**Student.** My fitting program multiplies the bulk PDF by a polynomial in $r/D$ and calls that a nanoparticle. I have few-layer MoS$_2$ platelets, and I don't see why a product should be right, nor where the negative baseline comes from when the particle has nothing around it.

**Lecturer.** Then we fix conventions and premises first. Lengths are in Å, $Q = 4\pi\sin\theta/\lambda$ is in Å$^{-1}$ with $2\theta$ the scattering angle, and $G(r)$ is in Å$^{-2}$. Atom $i$ scatters with a real weight $b_i$ that does not depend on $Q$. For neutrons that is the coherent scattering length. For X-rays it is an approximation, made after dividing by the squared mean form factor. The premises are four.

1. Scattering is kinematic, and the sample is a powder of particles in all orientations.
2. Particles scatter independently, with no pairs between different particles or with a medium.
3. Each particle is a piece of the bulk crystal, unrelaxed, selected by a shape function $s(\mathbf x)$ equal to 1 inside a volume $V$ and 0 outside.
4. The position of the cut is uniformly distributed over the unit cell.

Averaging $|\sum_i b_i e^{i\mathbf Q\cdot\mathbf r_i}|^2$ over orientations turns each phase factor into $\sin(Qr_{ij})/Qr_{ij}$. This is the Debye scattering equation. For $N_a$ atoms, with the self terms $i=j$ removed,

$$S(Q)-1=\frac{1}{N_a\langle b\rangle^2}\sum_{i\ne j}b_ib_j\frac{\sin Qr_{ij}}{Qr_{ij}}=\int_0^\infty R(r)\,\frac{\sin Qr}{Qr}\,dr, \tag{1}$$

where $R(r)=\sum_{i\neq j}b_ib_j\,\delta(r-r_{ij})/(N_a\langle b\rangle^2)$. So $Q[S-1]$ is the sine transform of $R/r$, and the inverse is

$$G_0(r)\equiv\frac{2}{\pi}\int_0^\infty Q\,[S(Q)-1]\sin Qr\,dQ=\frac{R(r)}{r}. \tag{2}$$

**Student.** With positive weights that is never negative. So there is no baseline.

**Lecturer.** None, as long as the integral truly starts at $Q=0$. Hold that thought. First the product. Count ordered pairs by their vector $\mathbf r$, for a shape displaced by $\mathbf u$:

$$P_{\mathbf u}(\mathbf r)=\sum_{i\ne j}b_ib_j\,s(\mathbf r_i-\mathbf u)\,s(\mathbf r_j-\mathbf u)\,\delta^3(\mathbf r-\mathbf r_j+\mathbf r_i),$$

with sums over the infinite crystal. The delta function lets us put $\mathbf r_j=\mathbf r_i+\mathbf r$ in the second $s$. Write $\mathbf r_i$ as a site in one cell plus a lattice vector. The surroundings of a site do not depend on the lattice vector, and the sum over lattice vectors combines with the average of $\mathbf u$ over the cell volume $v$ into $v^{-1}\int d^3x$ over all space. That integral is the same for every site, namely $V\gamma(\mathbf r)/v$, with

$$\gamma(\mathbf r)=\frac1V\int s(\mathbf x)\,s(\mathbf x+\mathbf r)\,d^3x. \tag{3}$$

The same argument gives a mean atom number $n_cV/v=\rho_0V$ for $n_c$ atoms per cell. The intensity per atom of an ensemble is the mean pair count over the mean atom count, so the weighted pair density is

$$\rho_p(\mathbf r)=\gamma(\mathbf r)\,\rho_b(\mathbf r),\qquad \rho_b(\mathbf r)=\frac{1}{n_c\langle b\rangle^2}\sum_{i\in\text{cell}}\sum_{j\neq i}b_ib_j\,\delta^3(\mathbf r-\mathbf r_{ij}). \tag{4}$$

Under the four premises this is exact. The function $\gamma(\mathbf r)$ is the probability that a step $\mathbf r$ from a random interior point ends inside. The spatial mean of $\rho_b$ at large $r$ is $\rho_0$, because the weights average to $\langle b\rangle^2$.

**Student.** That is a product of functions of a vector. A powder averages it over directions, and the average of a product is not the product of averages.

**Lecturer.** That objection decides your case. With a bar for the average over directions $\hat{\mathbf u}$ at fixed $r$,

$$R(r)=4\pi r^2\,\overline{\gamma\rho_b}=4\pi r^2\left[\bar\gamma\,\bar\rho_b+\overline{(\gamma-\bar\gamma)(\rho_b-\bar\rho_b)}\right]. \tag{5}$$

The covariance vanishes if the shape is a sphere, if the pair density is isotropic as in a glass, or if over the ensemble the shape is oriented at random with respect to the lattice. Grant one of these for now. The bulk PDF is defined as $G_{\rm bulk}=4\pi r(\bar\rho_b-\rho_0)$, since in an infinite crystal the constant $\rho_0$ scatters only at $Q=0$. Then (2) and (5) give

$$G_0(r)=\bar\gamma(r)\,G_{\rm bulk}(r)+4\pi\rho_0\,r\,\bar\gamma(r). \tag{6}$$

**Student.** So the full transform is not $\bar\gamma G_{\rm bulk}$. There is a second term.

**Lecturer.** The second term is what a structureless body of density $\rho_0$ and the same shape would give. Put it into (1) with $R=4\pi r^2\rho_0\bar\gamma$:

$$S_{\rm SAS}(Q)=\rho_0\int_0^\infty 4\pi r^2\bar\gamma(r)\frac{\sin Qr}{Qr}dr=\frac{\rho_0}{V}\,\overline{|\tilde s(\mathbf Q)|^2}. \tag{7}$$

The last step uses the fact that the Fourier transform of the autocorrelation (3) is $|\tilde s|^2/V$. At $Q=0$ it equals $\rho_0V=N_a$, and it falls off on the scale of $2\pi$ over the particle size. This is the small-angle scattering. An experiment starts at some $Q_{\min}>0$. Suppose all of $S_{\rm SAS}$ lies below $Q_{\min}$ and all of the transform of the first term of (6) lies above it. The transform is linear, so the measurement removes the second term and nothing else:

$$G(r)=\frac{R(r)}{r}-4\pi\rho_0r\,\bar\gamma(r)=\bar\gamma(r)\,G_{\rm bulk}(r). \tag{8}$$

Between peaks $R=0$ and $G$ sits on the baseline $-4\pi\rho_0r\bar\gamma(r)$. The baseline is minus the real-space image of the scattering you did not record. The first equality in (8) does not need the covariance to vanish, because a constant density is isotropic. Only the second equality does.

**Student.** And the polynomial?

**Lecturer.** By (3), $V\gamma$ is the overlap volume of the body with a copy shifted by $r$. For a sphere of diameter $D$ take $z$ along the shift, measured from one centre. The mid-plane lies at $z=r/2$, and the overlap is twice the cap of that sphere beyond it:

$$V\gamma=2\int_{r/2}^{D/2}\pi\left(\frac{D^2}{4}-z^2\right)dz=\frac{\pi D^3}{6}-\frac{\pi D^2r}{4}+\frac{\pi r^3}{12}.$$

Dividing by $V=\pi D^3/6$,

$$\gamma(r)=1-\frac{3r}{2D}+\frac{r^3}{2D^3}\quad(r\le D),\qquad \gamma=0\quad(r>D). \tag{9}$$

Its value and slope vanish at $r=D$, and $\int 4\pi r^2\gamma\,dr=V$, as (7) at $Q=0$ requires.

**Student.** I was told the initial slope is universal. Why would a platelet share anything with a sphere?

**Lecturer.** Because $s^2=s$, we have $\int[s(\mathbf x)-s(\mathbf x+\mathbf r)]^2d^3x=2V(1-\gamma)$. The integrand is 1 in the region covered by exactly one of the two copies. For a small shift $r\hat{\mathbf u}$ that region is a skin, and a surface element $dA$ with normal $\hat{\mathbf n}$ sweeps the volume $r|\hat{\mathbf n}\cdot\hat{\mathbf u}|\,dA$. Hence

$$\gamma(r\hat{\mathbf u})\simeq1-\frac{r}{2V}\oint|\hat{\mathbf n}\cdot\hat{\mathbf u}|\,dA,\qquad \bar\gamma(r)\simeq1-\frac{A}{4V}\,r, \tag{10}$$

since the mean of $|\cos\vartheta|$ over the sphere of directions is $1/2$. I write $A$ for the surface area to keep $S$ for the structure function. For the sphere $A/V=6/D$ gives $3/2D$, as in (9). What is universal is the slope of the direction-averaged function, for a piecewise smooth surface and for $r$ small against the thinnest dimension and the radii of curvature. The slope along a given direction depends on that direction.

The slope also sets the tail of (7). With $f=r\bar\gamma$, repeated integration by parts gives $\int_0^\infty f\sin Qr\,dr= f(0)/Q-f''(0)/Q^3+\dots$, plus oscillating terms from points where $\bar\gamma$ is not smooth. Here $f(0)=0$ and $f''(0)=-A/2V$, so the non-oscillating tail is $S_{\rm SAS}\to2\pi\rho_0(A/V)/Q^4$, which is Porod's law. Small-angle scattering therefore never ends completely at any $Q_{\min}$, and (8) is always an approximation whose residue we should size.

**Student.** Then do my platelet.

**Lecturer.** Take a disc of thickness $t$ and diameter $L$, with $z$ along its axis and $\varrho$ the in-plane part of $\mathbf r$. The shape is a product of an interval and a circle, so (3) factorises:

$$\gamma(\mathbf r)=\left(1-\frac{|z|}{t}\right)\gamma_\circ(\varrho/L),\qquad\gamma_\circ(x)=\frac2\pi\left[\arccos x-x\sqrt{1-x^2}\right], \tag{11}$$

for $|z|\le t$ and $x\le 1$, and zero otherwise. The second factor is the lens area $4\int_{\varrho/2}^{L/2}\sqrt{L^2/4-y^2}\,dy$ divided by $\pi L^2/4$. Near zero $\gamma_\circ\simeq1-4x/\pi$. The means of $|\cos\vartheta|$ and $\sin\vartheta$ are $1/2$ and $\pi/4$, so the averaged slope is $-(1/2t+1/L)$. Two faces and a rim give $A/4V=(\pi L^2/2+\pi Lt)/(\pi L^2t)$, which is the same.

For $r\ll L$ set $\gamma_\circ=1$ and average over $\mu=|\cos\vartheta|$, uniform on $[0,1]$. The integrand $1-r\mu/t$ is cut off at $\mu=t/r$ when $r>t$:

$$\bar\gamma=1-\frac{r}{2t}\ \ (r\le t),\qquad\bar\gamma=\frac{t}{2r}\ \ (r\ge t). \tag{12}$$

Beyond $r=t$ the baseline is flat at $-2\pi\rho_0t$ until the lateral factor bends it back to zero.

**Student.** But in MoS$_2$ the platelet normal is always $c$. None of your three conditions holds. And premise 4 fails too, because the crystal parts at the van der Waals gap and never through a layer.

**Lecturer.** Both points are right. The first sends us back to (4), where each pair family carries its own $\gamma(\mathbf r_{ij})$. The second is repaired by counting. In a stack of $N$ complete S–Mo–S layers, $N-|n|$ layers have a partner $n$ layers away. In the 2H structure neighbouring layers are related by symmetry, so every layer has the same set of distances to the layer $n$ away, and a family with layer offset $n$ keeps the fraction $1-|n|/N$. Keep the random cut in the plane only. With $d=c/2$ and $t=Nd$, the choice that makes $N_a=\rho_0V$,

$$G(r)=\frac1r\sum_{\text{families}}w_k\left(1-\frac{|n_k|}{N}\right)\gamma_\circ(\varrho_k/L)\,\delta(r-r_k)-4\pi\rho_0r\,\bar\gamma(r), \tag{13}$$

where $w_k$ is the bulk weight of family $k$ in $R(r)$ and the bracket is zero for $|n_k|\ge N$. For Mo–Mo pairs $z=nd$, so the bracket equals $1-|z|/t$. For pairs with sulfur it does not. A bonded Mo–S pair has $z\neq0$ but $n=0$ and is never cut by the faces.

Now numbers. The compiled lattice constants of 2H-MoS$_2$ at 300 K are $a=3.16$ Å and $c=12.294$ Å (as listed in an arXiv preprint). I assume the usual 2H stacking, with Mo at $(1/3,2/3,1/4)$ and $(2/3,1/3,3/4)$ and each S offset in the plane by $a/\sqrt3$ from the Mo of its layer, and a typical height $h=1.56$ Å of S above the Mo plane. The model platelet has an assumed $N=4$. The cell volume is $(\sqrt3/2)a^2c=106.3$ Å$^3$ with six atoms, so $\rho_0=0.0564$ Å$^{-3}$ and $4\pi\rho_0=0.709$ Å$^{-3}$. Further $d=6.147$ Å, $t=24.588$ Å, and the plateau $2\pi\rho_0t=8.72$ Å$^{-2}$. For $L\gg r$:

| Pair family | $\lvert n\rvert$ | $r$ (Å) | $\bar\gamma(r)$ from (12) | $1-\lvert n\rvert/N$ |
|---|---|---|---|---|
| Mo–S bond | 0 | 2.40 | 0.951 | 1.00 |
| Mo–Mo in plane, $a$ | 0 | 3.16 | 0.936 | 1.00 |
| Mo–Mo, next layer | 1 | 6.41 | 0.870 | 0.75 |
| Mo–Mo along $c$ | 2 | 12.29 | 0.750 | 0.50 |
| Mo–Mo in plane, $4a$ | 0 | 12.64 | 0.743 | 1.00 |
| Mo–Mo along $2c$ | 4 | 24.59 | 0.500 | 0.00 |
| Mo–Mo in plane, $8a$ | 0 | 25.28 | 0.486 | 1.00 |

The bond length is $\sqrt{a^2/3+h^2}$ and the next-layer distance is $\sqrt{a^2/3+d^2}$. A cut at random height would have given the bond $1-h/t=0.937$ in place of 1.

**Student.** So at 12.29 and 12.64 Å the scalar envelope damps both families by a quarter, while one is halved and the other is untouched.

**Lecturer.** Yes. The covariance in (5) is as large as the damping itself. Observed peaks are sums of overlapping families, so the misfit alternates in sign from peak to peak, and no scalar envelope removes it. A finite diameter is a milder matter. For an assumed $L=300$ Å the $4a$ family gets $\gamma_\circ=0.946$, and $A/4V=0.0203+0.0033=0.0237$ Å$^{-1}$, where the sum is formed before rounding. A sphere with that initial slope has $D=63.4$ Å. It would end the PDF there, while the in-plane pairs run to 300 Å.

**Student.** You still owe me the residue. The platelet is thin, so its small-angle signal must reach far out.

**Lecturer.** Put (12) into (7). For $r\le t$,

$$\int_0^t\left(r-\frac{r^2}{2t}\right)\sin Qr\,dr=-\frac{t\cos Qt}{2Q}+\frac{1-\cos Qt}{tQ^3}.$$

For $r>t$ the integrand is $(t/2)\sin Qr$. The slow lateral decay removes the upper limit when $QL\gg1$, leaving $+t\cos Qt/2Q$, which cancels the first term. So

$$S_{\rm SAS}(Q)=\frac{8\pi\rho_0}{t\,Q^4}\sin^2\frac{Qt}{2}. \tag{14}$$

Its mean over an oscillation is Porod's form with $A/V=2/t$. The first zero is at $2\pi/t=Q_{002}/N$, where $Q_{002}=2\pi/d=1.022$ Å$^{-1}$ is the first Bragg reflection. That reflection is broadened by the same thickness, and its main lobe starts at $Q_{002}(1-1/N)$. For $N=4$ the window for $Q_{\min}$ runs from 0.256 to 0.767 Å$^{-1}$. For $N=2$ it shrinks to a point, and for a monolayer there is none.

Set $Q_{\min}=2\pi/t$. The part of (14) that stays in the data adds

$$\Delta G(r)=\frac{16\rho_0}{t}\int_{Q_{\min}}^\infty\frac{\sin^2(Qt/2)\sin Qr}{Q^3}\,dQ,\qquad|\Delta G|\le\frac{8\rho_0}{tQ_{\min}^2},$$

where the bound replaces both sines by 1. It is 0.28 Å$^{-2}$, or $1/\pi^3=0.032$ of the plateau. At small $r$ the baseline is itself small, so compare slopes. What is removed is an integral over $Q<Q_{\min}$, where $\sin Qr\simeq Qr$ for $r\ll1/Q_{\min}$. With $x=Qt/2$, the removed small-angle slope in units of $4\pi\rho_0$ is

$$\frac2\pi\int_0^{\pi}\frac{\sin^2x}{x^2}dx=\frac2\pi\,\mathrm{Si}(2\pi)=0.903,$$

and 0.097 of it stays in the data.

**Student.** And the other half of the assumption, that no structural scattering is lost below $Q_{\min}$?

**Lecturer.** For a wide platelet we can compute it. Below the first in-plane rod, at $4\pi/\sqrt3a=2.30$ Å$^{-1}$, only the density projected on $z$ scatters. For a face area $A_f$ the squared amplitude is $(2\pi)^2A_f\,\delta^2(\mathbf Q_\parallel)\,|\tilde\rho(Q_z)|^2$, with $\tilde\rho$ the transform of the projected density weighted by $b/\langle b\rangle$. The sphere of radius $Q$ meets this rod at two poles, so the powder average is $2(2\pi)^2A_f|\tilde\rho(Q)|^2/4\pi Q^2$. Divide by $N_a=\rho_0A_ft$. A uniform slab has $|\tilde\rho|=2\rho_0|\sin(Qt/2)|/Q$ and returns (14), which confirms the factor. A stack of $N$ layers, each with $\rho_0d$ atoms per area, gives a geometric series:

$$S_{00}(Q)=\frac{2\pi\rho_0d}{NQ^2}\,\phi^2(Q)\,\frac{\sin^2(NQd/2)}{\sin^2(Qd/2)},\qquad\phi=\frac{b_{\rm Mo}+2b_{\rm S}\cos Qh}{b_{\rm Mo}+2b_{\rm S}}. \tag{15}$$

By (1), $S-1=S_{00}-\langle b^2\rangle/\langle b\rangle^2$ in this range. For X-rays at such small $Q$ approximate the weights by the atomic numbers 42 and 16, so that $\langle b^2\rangle/\langle b\rangle^2=1.247$. The removed slope then has two further pieces in units of $4\pi\rho_0$. The integral $(2/\pi)\int_0^{Q_{\min}}Q^2(S_{00}-S_{\rm SAS})\,dQ$ gives $+0.014$. The self term gives $-1.247\,Q_{\min}^3/(6\pi^2\rho_0)=-0.006$. Below the first bond $R=0$, so $G$ is minus what was removed, and the model's initial slope is $-0.911\times4\pi\rho_0=-0.646$ Å$^{-3}$ in place of $-0.709$ Å$^{-3}$. Reading a density from that slope would come out low by the same factor. Raising $Q_{\min}$ removes more of the Porod tail but cuts more from the side lobes of 002.

**Student.** Give me the range of validity in one piece.

**Lecturer.** The vector product (4) holds for independent, unrelaxed, bulk-like particles cut at random positions. For a faceted particle with a fixed termination, replace $\gamma$ along that direction by a count of planes, as in (13). The scalar product $\bar\gamma G_{\rm bulk}$ needs in addition a sphere, an isotropic structure, or no correlation between shape and lattice, and it fails for layered platelets. The slope $-A/4V$ belongs to $\bar\gamma$ and to $r$ below the smallest dimension. The baseline $-4\pi\rho_0r\bar\gamma$ needs $Q_{\min}$ above the main small-angle lobe of the thinnest dimension and below the main lobe of the first Bragg peak, with a residue that falls as $Q_{\min}$ times that dimension grows. For a distribution of sizes the pair and atom counts add separately, so $\gamma$ is averaged with weight $V$. Pairs between touching particles, or between particle and solvent, lie outside premise 2. A finite $Q_{\max}$ adds ripples and finite $Q$ resolution adds a further damping in $r$, which must be known separately before a size is read off.

All numbers above are the model's, for an ideal four-layer 2H stack with assumed $N$, $L$ and $h$. As typical knowledge and not a measurement, exfoliated or restacked few-layer MoS$_2$ often has layers shifted or rotated against each other. The $n=0$ families are unaffected by that. The $n\ne0$ families spread out in $r$, so their sharp peaks fall below $1-|n|/N$, down to almost nothing for random stacking, and the model then overstates them by nearly their whole height.